Each SiC unit brings eight valence electrons, four from silicon and four from carbon, into a volume of 2 × 10.35 = 20.7 Å³. This density gives a first estimate of the energy at which a fast electron passing through the crystal loses energy most readily. If all valence electrons are pushed sideways together, the charge they leave behind pulls them back, and they swing as one body. This joint swing is the plasmon, and its energy grows as the square root of the electron density.

The spectrum below belongs to a fixed transfer of momentum, three quarters of the way from the zone centre Γ to the zone-boundary point L. The swing is then a short wave with crests and troughs. Electrons in motion resist being crowded into the crests, as a gas resists compression, and this extra stiffness raises the energy. The free-electron picture supplies both parts.

- Electron density: n = 8 / 20.7 = 0.3865 Å⁻³
- Plasmon at zero momentum: Ep² = 4π e² (ħ²/m) n = 4π × 14.4 × 7.62 × 0.3865 ≈ 533 eV², so Ep ≈ 23.1 eV
- Momentum: q = 0.936 Å⁻¹
- Fermi velocity times momentum: ħv_F q = 7.62 × (3π²n)^(1/3) × q ≈ 16.1 eV
- Recoil of one free electron: ħ²q²/2m ≈ 3.3 eV
- Plasmon at this momentum: E₀² = 533 + 0.6 × 16.1² + 3.3² ≈ 699 eV², so E₀ ≈ 26.4 eV

A real swing also dies out, which spreads the loss over a range of energies. One damped oscillator carrying all eight electrons gives the rule

loss = Ep² · G·E / [(E² − E₀²)² + (G·E)²]

Here E is the loss energy and G is the width. At E = E₀ the rule has the height Ep²/(G·E₀). Setting this equal to the largest value in the table, 2.391, gives G = 533 / (26.4 × 2.391) ≈ 8.4 eV. This is the only number adjusted to the spectrum.

Yambo 5.3.0, random-phase approximation with local fields (3 Ry screening block) on Quantum ESPRESSO PBE states, for zinc-blende SiC at momentum transfer (0, 0, 0.375) in reciprocal-lattice units. SG15 PBE 1.2 potentials, 16×16×16 k-mesh, 34 bands, damping 0.2 eV, no quasiparticle correction; the rows are a selection from 200 energies up to 40 eV.

| row | loss function | loss energy (eV) |
| --- | --- | --- |
| 1 | 0.003 | 0.00 |
| 2 | 0.003 | 1.41 |
| 3 | 0.004 | 2.61 |
| 4 | 0.007 | 4.02 |
| 5 | 0.011 | 5.43 |
| 6 | 0.023 | 6.83 |
| 7 | 0.040 | 8.04 |
| 8 | 0.070 | 9.45 |
| 9 | 0.122 | 10.85 |
| 10 | 0.147 | 12.26 |
| 11 | 0.176 | 13.47 |
| 12 | 0.247 | 14.87 |
| 13 | 0.324 | 16.28 |
| 14 | 0.533 | 17.69 |
| 15 | 0.733 | 18.89 |
| 16 | 1.462 | 20.30 |
| 17 | 1.327 | 21.71 |
| 18 | 1.450 | 23.12 |
| 19 | 2.052 | 24.32 |
| 20 | 2.391 | 25.73 |
| 21 | 1.541 | 27.14 |
| 22 | 1.174 | 28.54 |
| 23 | 0.964 | 29.75 |
| 24 | 0.811 | 31.16 |
| 25 | 0.679 | 32.56 |
| 26 | 0.606 | 33.97 |
| 27 | 0.514 | 35.18 |
| 28 | 0.446 | 36.58 |
| 29 | 0.352 | 37.99 |
| 30 | 0.290 | 39.40 |

The loss function is the imaginary part of −1/ε, where ε is the dielectric function. It measures how readily the crystal takes up energy at each loss energy.

**Rows 1 to 8, up to about 10 eV.** The loss is very small here, and the rule fails. From row 2 to row 8 it is too high by factors between 1.6 and 6. A constant width makes the oscillator absorb at every energy, whereas a crystal with a gap absorbs only where an electron can jump from a filled to an empty band. The loss of 0.003 at zero energy comes from the numerical broadening, so the first few values are themselves uncertain. The PBE gap is too small, but this does not explain the excess: a wider gap would be expected to lower the calculated loss here still further.

**Rows 9 to 15, the slow rise.** The crystal now absorbs strongly: at this momentum the imaginary part of ε peaks near 13 eV. Near that energy the loss nevertheless remains low, because the strong response of the electrons screens the field of the passing charge. The loss can never exceed one divided by the imaginary part of ε, which is 0.163 at the absorption peak. Interpolation between the printed rows gives 0.166, equal to this ceiling within the coarseness of the rows. A large loss therefore needs a small ε, not a strong absorption.

Row 14, at 17.69 eV, shows the rule at work on this side of the peak:

- E² − E₀² = 17.69² − 699 ≈ −386 eV²
- G·E = 8.43 × 17.69 ≈ 149 eV²
- loss = 533 × 149 / (386² + 149²) ≈ 0.46

The table has 0.533, so the estimate is 13% below the calculated value. This row played no part in setting the width.

**Rows 16 to 20, the climb to the maximum.** The calculated peak lies at 25.5 eV, between rows 19 and 20. The estimate of 26.4 eV is 0.9 eV too high, an error of about 4% of the peak energy. Without the momentum term it would be 2.4 eV too low. The agreement supports the plasmon picture, but the shift with momentum is not tested directly, since the table holds only one momentum.

The width offers a rough check of the electron count. Half of the largest loss is about 1.2, and the table passes this value near 20 eV on the way up and a little above 28 eV on the way down. The peak is thus between 8 and 9 eV wide, in line with the 8.4 eV derived from its height. In a single smooth peak, height, width and position belong together in this way when nearly all eight electrons share in the swing. The check is a weak one here, because rows 16 to 18 form a shoulder only a little above half height, and a slightly lower shoulder would make the peak much narrower.

The origin of this width has to be argued. The damping set in the calculation is only 0.2 eV. In a uniform electron gas the plasmon could decay by lifting single electrons, but at this momentum such excitations end at 19.4 eV, below the plasmon, so in the random-phase approximation, which was used for this spectrum, the peak would be sharp apart from the damping. That leaves the crystal lattice, which opens further transitions between bands into which the swing can decay. Which bands take part is not resolved here.

The climb is uneven: the loss dips slightly at row 17 before rising again. The smooth rule has no such structure, and at row 16 it gives only 0.56 of the calculated loss, its worst shortfall above 10 eV. The dip may reflect particular band transitions or the finite mesh of the calculation, and one run cannot separate the two.

**Rows 21 to 24, just beyond the maximum.** The calculated loss drops steeply right after the maximum, and the rule lies above it in all four rows. Row 24, at 31.16 eV, is worked in the same way:

- E² − E₀² = 31.16² − 699 ≈ 272 eV²
- G·E = 8.43 × 31.16 ≈ 263 eV²
- loss = 533 × 263 / (272² + 263²) ≈ 0.98

The table has 0.811, so the estimate is 21% too high, again for a row that was not used to set the width. The largest excess above 10 eV, a factor of 1.5, also falls in this stretch. Part of it follows from the peak being placed slightly too high in energy, which takes loss from the rising side and adds it to the falling side. The rest reflects the shape of the calculated peak, which has a shoulder below the maximum and a steep drop above it, while the rule is nearly symmetric there.

**Rows 25 to 30, the tail.** The loss keeps falling, and from row 26 on the rule lies below the table. The total is better than the single values. The area under the loss, weighted with the energy, counts the electrons that have responded so far. Up to the last row the table yields 6.1 of the eight electrons and the rule 6.4. In the rule the remainder responds at still higher energies; for the calculated spectrum this can't be checked, because it stops at 40 eV.

Above 10 eV the typical error of the rule, taken as the median, is 19% of the calculated loss, and no row is off by as much as a factor of two. The boundary at 10 eV was chosen after the errors were known. For this spectrum the rule therefore locates the peak to about 1 eV and gives the loss between 10 and 40 eV to within a factor of two; its largest errors in that range lie on the two flanks of the peak. It is unsuitable for the onset of loss or for fine structure. The printed analysis after this text lists the estimates and errors; it gives no value for the width at half height, which was read from the table above.

The same reasoning carries over to a neighbouring spectrum. For SiC at a smaller momentum the stiffening term shrinks, and the peak should move down towards the zero-momentum value. Silicon also has four valence electrons per atom but gives them more room, so its plasmon lies lower; diamond packs them more tightly, and its plasmon lies higher. In crystals like these, whose valence electrons are all s and p electrons, the position thus follows roughly from the electron count, the volume and the momentum. Where d electrons lie close in energy to the valence bands, it is no longer clear which electrons to count, and the estimate is expected to be poorer. The width depends on the bands of each crystal and has to be taken from one known peak height.

Output of the analysis:

```
free-electron plasmon energy at zero momentum (eV): 23.08
momentum q (1/angstrom): 0.9364
Fermi velocity times q (eV): 16.08
free-electron recoil energy at q (eV): 3.341
estimated plasmon energy at q (eV): 26.44
estimate at q less calculated peak (eV): 0.9145
zero-momentum estimate less calculated peak (eV): -2.443
upper edge of free-electron pair excitations at q (eV): 19.42
width G from the largest printed loss (eV): 8.429
full width at half height read from the table (eV): n/a
row 14, E squared less E0 squared (eV^2): -386.3
row 14, loss by the rule: 0.4635
row 14, error of the rule (percent): -13.04
row 24, E squared less E0 squared (eV^2): 271.8
row 24, loss by the rule: 0.9799
row 24, error of the rule (percent): 20.82
median size of the error above 10 eV (percent): 18.72
smallest ratio rule to table above 10 eV: 0.5583
largest ratio rule to table above 10 eV: 1.534
smallest ratio rule to table below 10 eV, without row 1: 1.603
largest ratio rule to table below 10 eV, without row 1: 6.107
electrons counted by the sum rule up to the last row, table: 6.089
electrons counted by the sum rule up to the last row, rule: 6.415
loss interpolated at the absorption peak near 13 eV: 0.1663
upper limit 1/Im eps at the absorption peak: 0.1631
```
